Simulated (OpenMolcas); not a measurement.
Exact exchange and the electronic atomisation energy of C2H7NSi

C2H7NSi: 11 atoms, total charge 0, spin state singlet. As SMILES, `C=N[SiH2]C`. The coordinates come from a PBE0-D4/def2-TZVP relaxation. This is one conformer, not always the lowest.

The electronic atomisation energy y, in eV, basis 6-31G(d); a is the functional's share of exact exchange. Programs: OpenMolcas 26.06.

| functional | program | a | y (eV) |
| --- | --- | --- | --- |
| PBE | OpenMolcas | 0 | 42.02 |
| r2SCAN | OpenMolcas | 0 | 41.27 |
| B3LYP | OpenMolcas | 0.2 | 41.34 |
| PBE0 | OpenMolcas | 0.25 | ? |
| BHLYP | OpenMolcas | 0.5 | 40.26 |

**Question.** Fit y = c + s·a to the known rows and predict PBE0.

**Answer.** 
1. Means of the 4 rows: a = 0.1750, y = 41.223.
2. Σ(Δa)² = 0.1675, Σ(Δa·Δy) = -0.45775, so the slope is -0.45775/0.1675 = -2.7328.
3. Intercept: 41.223 − (-2.7328) × 0.1750 = 41.701. The largest residual of the fit is 0.43.
4. PBE0: 41.701 + (-2.7328) × 0.25 = 41.02 eV.

The run gave 41.31 eV, so the prediction is off by -0.29 eV, within the largest residual. The rows mix families of semi-local functionals, which the line can't see.

Atomisation energy falls from PBE through the hybrids to BHLYP, but r2SCAN breaks the order: with no exact exchange it binds slightly less than B3LYP or PBE0. Semi-local exchange mimics part of the left-right correlation in bonds, and in PBE this stabilises the molecule too much relative to its free atoms. Exact exchange lacks that contribution, so mixing it in weakens the computed binding. r2SCAN probably achieves a similar reduction through its dependence on the kinetic-energy density, which distinguishes bonding regions from atomic ones.

PBE and PBE0 offer the cleanest comparison, since they share the same semi-local parent. The drop from 42.02 to 41.31 eV implies a slope close to the fitted one, and both values lie above the line by similar amounts. The missed prediction therefore reflects mainly the family-dependent offset, pulled down by r2SCAN, rather than a wrong response to exact exchange. Without a reference atomisation energy, the data don't show which admixture is most accurate for this molecule.
